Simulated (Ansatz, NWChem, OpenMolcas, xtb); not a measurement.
# How methods differ on GaSiH7O (SMILES [SiH3][OH+][GaH3-])

GaSiH7O has 10 atoms, charge 0, and is taken as a singlet. SMILES: `[SiH3][OH+][GaH3-]`. The shape is that of a PBE0-D4/def2-TZVP optimisation.

Each level gives the HOMO–LUMO gap (eV). The values are calculated.

```csv
level,kind,program,value (eV),CPU time
GFN1-xTB,semi-empirical,xtb,5.50,under 2 s
HF/6-31G* (spherical functions),Hartree–Fock,Ansatz,13.04,2.9 s
SVWN5/6-31G* (spherical functions),LDA,Ansatz,4.73,5.2 s
PBE/6-31G* (spherical functions),GGA,OpenMolcas,4.91,45 s
M06-L/6-31G* (spherical functions),meta-GGA,OpenMolcas,5.79,58 s
PBE0/6-31G* (spherical functions),global hybrid,NWChem,7.02,38 s
wB97X/6-31G* (spherical functions),range-separated hybrid,Ansatz,11.47,35 s
B2PLYP/6-31G* (spherical functions),double hybrid,OpenMolcas,9.28,25 s
```

All-electron rows without a relativistic Hamiltonian named are non-relativistic. The values span 4.73 to 13.04 eV. Orbital gaps aren't excitation energies, and those of double hybrids come from the SCF part alone; they tend to grow with the share of exact exchange. Times are those of the runs behind each value, whatever else they computed, on shared processors of several kinds: orders of magnitude only.

The gap depends far more on the treatment of exchange than on the step from LDA to GGA: SVWN5 and PBE give 4.73 and 4.91 eV, while PBE0 gives 7.02 eV and Hartree–Fock 13.04 eV. The range-separated wB97X, at 11.47 eV, lies closer to Hartree–Fock than to PBE0, probably because full exact exchange at long range removes most of the attraction that a semi-local potential gives an empty orbital.

Chemically, the molecule is a Lewis adduct of silanol and gallane, in which an oxygen lone pair donates into the empty p orbital of gallium. The formal charges in the SMILES mark this dative bond, not a separated ion pair. Donation stabilises the lone pair and pushes the gallium acceptor level up, so the HOMO probably has mainly Ga–H bonding character, and a wide gap is reasonable for a closed-shell adduct without a π system. The gaps alone don't show how strongly the gallane is bound or how readily the adduct loses hydrogen.
